A cluster of a simple metal looks like a small conducting sphere with a ladder of electron levels inside it, and this picture makes two easy predictions. The ionisation energy should slide down smoothly with size, as a work function plus a charging energy $e^2/2R$, interrupted by a step wherever a shell is full. For a spherical well the shells fill in the order 1s, 1p, 1d, 2s, so the steps should follow $N = 2, 8, 18$ and $20$. Between the steps the total energy should be close to a liquid-drop curve, whose curvature is tiny. Spin-polarised density-functional calculations on spherical jellium, in which the ions are replaced by a uniform positive ball, keep the closed shells but overturn the rest.

Spherical jellium clusters (uniform background of charge N, radius rs N^(1/3), rs = 5.15 bohr), from spin-polarised Kohn-Sham PBEsol calculations with the radks radial solver and Libxc. Shells are m-averaged and filled greedily, so a lower state can be missed; levels are named by radial order. Ionisation energies are vertical; second differences compare neutral clusters.

```csv
electrons,energy per electron (eV),unpaired electrons,highest level,ionisation energy (eV),second energy difference (eV)
1,-1.4040,1,1s up,n/a,n/a
2,-1.6469,0,1s up,4.25365,0.63028
3,-1.5178,1,1p up,3.32872,-0.48805
4,-1.5752,2,1p up,3.69770,-0.29982
5,-1.6696,3,1p up,3.87701,0.35167
6,-1.6740,2,1p down,3.42583,-0.30777
7,-1.7210,1,1p down,3.66941,-0.19415
8,-1.7806,0,1p down,3.80411,0.74729
9,-1.7439,1,1d up,3.00405,-0.19808
10,-1.7344,2,1d up,3.17506,-0.15848
11,-1.7410,3,1d up,3.30247,-0.13042
12,-1.7573,4,1d up,3.40112,-0.10926
13,-1.7796,5,1d up,3.47946,0.33772
14,-1.7745,4,1d down,3.11237,-0.14465
15,-1.7798,3,1d down,3.23654,-0.11597
16,-1.7916,2,1d down,3.33204,-0.096106
17,-1.8078,1,1d down,3.40812,-0.081614
18,-1.8266,0,1d down,3.47036,0.11461
19,-1.8375,1,2s up,3.33717,0.26412
20,-1.8340,0,2s down,n/a,n/a
22,-1.8213,2,1f up,3.02701,n/a
23,-1.8210,3,1f up,3.08951,-0.069586
24,-1.8237,4,1f up,3.14452,-0.063094
25,-1.8286,5,1f up,3.19331,n/a
```

Here $N$ is the number of electrons, equal to the background charge, and $R = r_s N^{1/3}$ is the radius of the ball, with $r_s$ the Wigner-Seitz radius. The total energy $E(N)$ is $N$ times the energy per electron $\bar e(N)$. The number of unpaired electrons is $m$, and the highest level names the shell and spin of the last electron. The ionisation energy $I(N)$ removes one electron at fixed background, while the second difference $D(N) = E(N+1) + E(N-1) - 2E(N)$ compares neutral clusters.

The ionisation energy rises in every run of rows that share a highest level, against the charging trend. It falls after $N = 2$, 8 and 18, but also after 5 and 13, where no shell is full, and the fall after 18 (0.13 eV) is much smaller than the fall after 13 (0.37 eV). The second difference is positive only at 2, 5, 8, 13, 18 and 19 and negative in all other rows that have a value. The negative values are far beyond liquid-drop curvature. A least-squares line through the rows from $N = 2$ upward gives $\bar e = -2.05 + 0.645\,N^{-1/3}$ eV, so the surface energy $0.645\,N^{2/3}$ eV has curvature $-\tfrac{2}{9}(0.645)N^{-4/3}$, about $-0.007$ eV at $N = 10$, where the table has $-0.158$ eV.

The two last columns tell one story, and this can be shown without a model. Going from the neutral cluster $N-1$ to the neutral cluster $N$ can be done in two steps: grow the background by one unit around the $N-1$ electrons, at a cost $B(N)$, which produces the cation of cluster $N$, and then add the electron, which returns $I(N)$. Hence $E(N) - E(N-1) = B(N) - I(N)$, and

$$D(N) = \big[I(N) - I(N+1)\big] + \big[B(N+1) - B(N)\big].$$

The identity is exact, and the table fixes both brackets. At $N = 8$ the first is 0.800 eV and $D$ is 0.747 eV, which leaves $-0.053$ eV for the second. That second bracket is negative in every row where it can be formed. It is $-0.295$ eV at $N = 2$ and shrinks from about $-0.12$ eV at 3 and 4 to $-0.015$ eV at 23, with only a faint trace of the shells. In the rows that can be split, which leaves out $N = 19$ because $I(20)$ is missing, all peaks and sign changes of $D$ therefore come from $I$. Theory says why $B$ is smooth: the cation and the smaller neutral cluster hold the same electrons, presumably in the same configuration, so shell and spin energies largely cancel, and what remains is mostly the cost of putting one positive charge on a sphere, $e^2/2R$. A straight-line fit of $B$ against $N^{-1/3}$ for $N \ge 3$ has slope 2.40 eV, against $e^2/2r_s = 2.64$ eV, with an rms scatter of 0.010 eV. The closeness is a statement about scaling only, since the surface energy per added unit varies with the same power of $N$ and is folded into the slope, and so in part is the spill-out of electrons beyond $R$, whose effect falls faster with size. It also follows that $D$ is not an addition energy. For a dot of fixed size the second difference in electron number contains $+e^2/R$; here the clusters stay neutral, and the change of $e^2/2R$ with size enters the two brackets with opposite signs and cancels.

What has to be explained is then $I(N)$, and three effects add in it:

$$I(N) = -\varepsilon_{nl}(N) + \frac{e^2}{2R} + \frac{J}{4}\left(m^2 - m_+^2\right),$$

where $\varepsilon_{nl}$ is the energy of the highest level in a one-electron well, $J$ is an exchange constant and $m_+$ is the number of unpaired electrons of the ion.

The first term follows from the fixed density. The electrons screen the background almost completely in the interior, so the well has a broad floor whose average depth changes little with $N$ while the radius grows. The floor is flat only on average: the shells leave ripples of some tenths of an eV, largest at the centre, which only s electrons reach. In a hard-walled sphere a level lies $\hbar^2 x_{nl}^2/2m_eR^2$ above the bottom, where $x_{nl}$ is a zero of a spherical Bessel function and $m_e$ the electron mass. As long as electrons enter the same shell, $x_{nl}$ is fixed and the height $T$ of the level shrinks as $N^{-2/3}$, so each added unit of background binds the level more strongly by about $2T/3N$. This is the counterpart of the rising nuclear charge across a row of the periodic table, and in the fitted model below it is several times larger than the fall of the charging energy. When the shell is full, $x_{nl}$ jumps. The squares of the zeros for 1s, 1p, 1d, 2s and 1f are roughly 10, 20, 33, 39 and 49, so the gaps are about 10, 13, 6 and 9 in units that shrink as $N^{-2/3}$. The 1d to 2s gap at $N = 18$ is then $6/18^{2/3} \approx 0.9$ against $13/8^{2/3} \approx 3.2$ for the 1p to 1d gap at $N = 8$. A weak closure at 18 is thus a property of the spherical well, in which 2s lies just above 1d.

The third term is Hund's rule. Within a degenerate shell, aligning spins costs no kinetic energy and gains exchange energy, and the unpaired-electron column shows the result: $m$ climbs to 3 at $N = 5$ and to 5 at $N = 13$ before pairing begins. The exchange energy per electron of a uniform gas with polarisation $\zeta$ is $e_x\,[(1+\zeta)^{4/3} + (1-\zeta)^{4/3}]/2 \approx e_x(1 + \tfrac{2}{9}\zeta^2)$. The quadratic form is fair even at full polarisation, where the exact gain is 0.26 and the approximate one 0.22. If the total density is taken as uniform and the spin density is $m\rho_{nl}(r)$, with $\rho_{nl}$ the spherically averaged density of one electron of the open shell, integration gives a spin energy $-Jm^2/4$ with $J = c f/N$. Here $c = \tfrac{8}{9}|e_x| = 2.15$ eV at this density before correlation is counted, and $f = V\!\int\!\rho_{nl}^2\,d^3r$, with $V$ the volume of the ball, measures how concentrated the shell is; $f = 1$ for a uniform spread.

The counting now gives all the spin structure. While $m$ runs up or down by one per row, $-Jm^2/4$ is a downward parabola and contributes $-J/2$ to $D$, in the majority and minority halves of a shell alike. At a half-filled shell with $g = 2l+1$ aligned electrons both neighbours have $g-1$, and the contribution is $+J(2g-1)/2$, that is $2.5J$ for p, $4.5J$ for d and only $0.5J$ for s. At a closed shell both neighbours gain $J/4$, so spin slightly lowers the peak. In physical terms the electron that follows half filling must enter with minority spin and has no exchange partners in its shell, so it is bound less. That the extra drops fall exactly where the highest level turns from up to down is in the table. Their attribution to exchange is standard theory, and the ion spins ($m-1$ on removal of a majority electron, $m+1$ for a minority electron or a closed shell) are assumed.

For numbers, the levels and $f$ were computed in a well of Fermi-function shape centred on $R$, and its depth, its edge width and $c$ were fitted by least squares to all 22 ionisation energies. The result is a depth of 4.50 eV, a width of 0.34 bohr and $c = 1.55$ eV, with an rms error of 0.053 eV. A parabolic well with level spacing proportional to $N^{-1/3}$, fitted the same way, has an rms error of 0.120 eV and predicts a rise of $I$ from 18 to 19, because it makes 1d and 2s degenerate. The table therefore favours a flat-bottomed well. The constants deserve little trust singly. The fitted $c$ is 0.72 of the bare exchange value; correlation does lower it, but at so low a density by more than this, so the fitted $J$ of the p and d shells is probably too large. The parabolic well returns 2.23 eV, and the edge width doubles when $f$ is set to one.

The drop from $N = 13$ to 14 shows the three terms at work; both rows were part of the fit. With $f = 1.02$ for the 1d shell, $J(13) = 1.55 \times 1.02/13 \approx 0.12$ eV and $J(14) \approx 0.11$ eV. At 13 the ion has $m_+ = 4$ against $m = 5$, so the spin term is $+\tfrac{9}{4}J(13) = 0.27$ eV. At 14 a minority electron leaves, $m$ goes from 4 to 5, and the term is about $-0.26$ eV, so spin contributes 0.53 eV to the drop. Charging adds $2.64\,(13^{-1/3} - 14^{-1/3}) = 0.027$ eV. For the level, the model's $I(13)$ of 3.54 eV less 1.12 eV of charging and 0.27 eV of spin leaves a binding of 2.15 eV, so the level lies $T = 4.50 - 2.15 = 2.35$ eV above the bottom. The hard-wall rule gives $2T/3N \approx 0.12$ eV of extra binding at 14, and the finite well, which the orbital penetrates, gives 0.096 eV. The sum is $0.530 + 0.027 - 0.096 = 0.461$ eV against 0.367 eV in the table, too large by about a quarter of the table's value. The excess most likely sits in the fitted $J$: with the other two terms kept, the table asks for a spin part of 0.436 eV rather than 0.530 eV. Without the spin term the model would give a rise at this point.

The same accounting explains why the peaks at 5 and 13 are nearly equal, 0.352 and 0.338 eV. At $N = 5$ the larger $J$ of 0.29 eV meets the smaller factor 2.5, so the spin part (0.69 eV in the model) is bigger than at 13, but the level sinks faster in the small cluster and the background step is larger, which removes the advantage. Inside a shell all the negative pieces line up. From 10 to 11 the model has $-0.138$ eV from the level, $-0.061$ eV from spin and $+0.038$ eV from charging, a total of $-0.161$ eV against $-0.127$ eV in the table. This division is the model's, and the table confirms only the sum. The model also has a systematic fault: it lies below the table at the start of each p and d spin subshell and above it at the end, and the 1f rows climb in the same way, so its sawtooth is too sharp, and it overestimates all five tabulated drops (0.94 against 0.80 eV at $N = 8$). The table's rises also fade quickly along a subshell, from 0.171 to 0.078 eV across 1d up, faster than the model's do. A plausible but untested cause is that electrons piling into one radial shape repel each other and reshape the well, which a fixed potential cannot follow.

The row $N = 19$ is where the simple picture fails. It is the half-filled 2s shell, and the counting allows it only $J/2$. With uniform spin density $J$ is below 0.1 eV, and the model predicts $D(19) = -0.024$ eV, the wrong sign. The 2s orbital, however, is peaked at the centre, with $f = 3.87$ against about 1 for the p, d and f shells, which raises $J$ to 0.315 eV and the prediction to $+0.093$ eV. This value was obtained from the model's $I(19) - I(20)$ and the fitted line for $B$, and $D(19)$ was not used in any fit. The table has 0.264 eV, so with the concentrated orbital the model gets the right sign but only about a third of the size. The spin term alone, 0.155 eV, is more than half of the table's value; the total is pulled down by the level term of $-0.064$ eV, which comes from letting 2s sink in a fixed well. On the ionisation energies alone the two versions cannot be told apart (rms 0.053 and 0.056 eV), so this one row is the only support for the factor $f$. The remaining 0.17 eV lies outside the model. The likely cause is that the well is not fixed: a 2s electron piles charge at the centre, the other electrons do not fully screen it, and the second 2s electron finds its level pushed up instead of sinking. The greedy filling is a rival cause, since it can miss a lower configuration where 1d, 2s and 1f lie close together. If it did so at $N = 20$, $E(20)$ would be too high, which would raise $D(19)$ and make the closure at 20 look weaker than it is; these rows cannot separate the two causes.

The large 2s exchange also eats into the peak at 18. In the model a level gap of 0.269 eV is cut by 0.102 eV of spin energy, most of it gained by the single 2s electron of $N = 19$. That $D(19)$ exceeds $D(18) = 0.115$ eV therefore says that the first 2s electron is well bound and the second poorly, and does not make 19 the magic number. For the closure at 20 the total energies give $E(22) + E(18) - 2E(20) = 0.41$ eV, good to a few meV given the four decimals of the energy per electron. This two-electron difference is no proof by itself, because the half-filled $N = 13$ gives 0.42 eV. It equals $D(19) + 2D(20) + D(21)$, so $2D(20) + D(21) = 0.41 - 0.26 = 0.15$ eV. The first row of every p and d subshell has negative $D$, and the values at 23 and 24 suggest about $-0.08$ eV for 21, which puts $D(20)$ near $+0.11$ eV. The closure at 20 is then real and as weak as the one at 18: in this model the gap between 1d and 1f is crossed in three small steps at 18, 19 and 20.

The energy per electron records the same kinks less sharply. It turns upward after $N$ only if the next unit is bound by less than the current average, $E(N) - E(N+1) < |\bar e(N)|$. After 13 the next unit brings $14 \times 1.7745 - 13 \times 1.7796 = 1.71$ eV, below the average of 1.78 eV, so 13 is a local minimum. After 5 it brings $6 \times 1.6740 - 5 \times 1.6696 = 1.70$ eV, just above the average of 1.67 eV, because so small a cluster still pays a large surface energy, and the minimum is narrowly lost. The same test puts the minimum at 19 and not at 18 or 20. Against the smooth line, 8 lies 0.05 eV per electron below and 18 to 20 lie 0.02 to 0.03 eV below, while 5 and 13 lie on it. These two half-filled rows stand out only against their open-shell neighbours. The intercept of $-2.05$ eV comes from a short range full of shell structure and is only a rough bulk energy. The smallest rows need separate care. The label 1s up at $N = 2$ names one of two degenerate levels of a closed shell. Both $E(1)$ and the cation of $N = 2$ are one-electron systems, in which a semilocal functional leaves a self-interaction error, and $N = 2$ is the worst row of the fit, 0.136 eV too high; spill-out, which makes $e^2/2R$ too large for the smallest balls, is a likely part of this excess, while the sign of the self-interaction part is not settled here.

The counting can be carried to a neighbour. If 1f goes on filling with aligned spins, $I$ should keep rising to $N = 27$, where $g = 7$ and $J \approx 1.55 \times 1.08/27 = 0.062$ eV give $6.5J = 0.40$ eV. After the sinking of the level and the model's usual overshoot, a peak of about 0.3 eV is expected, followed by a second rise to the closure at 34.

These statements describe the spherical model. A real open-shell alkali cluster deforms, which splits a partly filled shell, removes the degeneracy on which Hund's rule depends and usually pairs the spins, so that even $N$ are favoured over odd. Spherical averaging forbids this: it spreads a single p or d electron over all orbitals of the shell and holds the background round. The peaks at 5 and 13 and the negative values at $N = 4, 6, 10, 12, 14$ and 16 are consequences of that constraint, and open-shell energies are too high by whatever deformation would gain. A peak in a spherical jellium series should be read as a cluster stability only when the unpaired count is zero in that row; where a p or d shell is half full, the peak measures mostly exchange in a shell that a real cluster would probably have split.
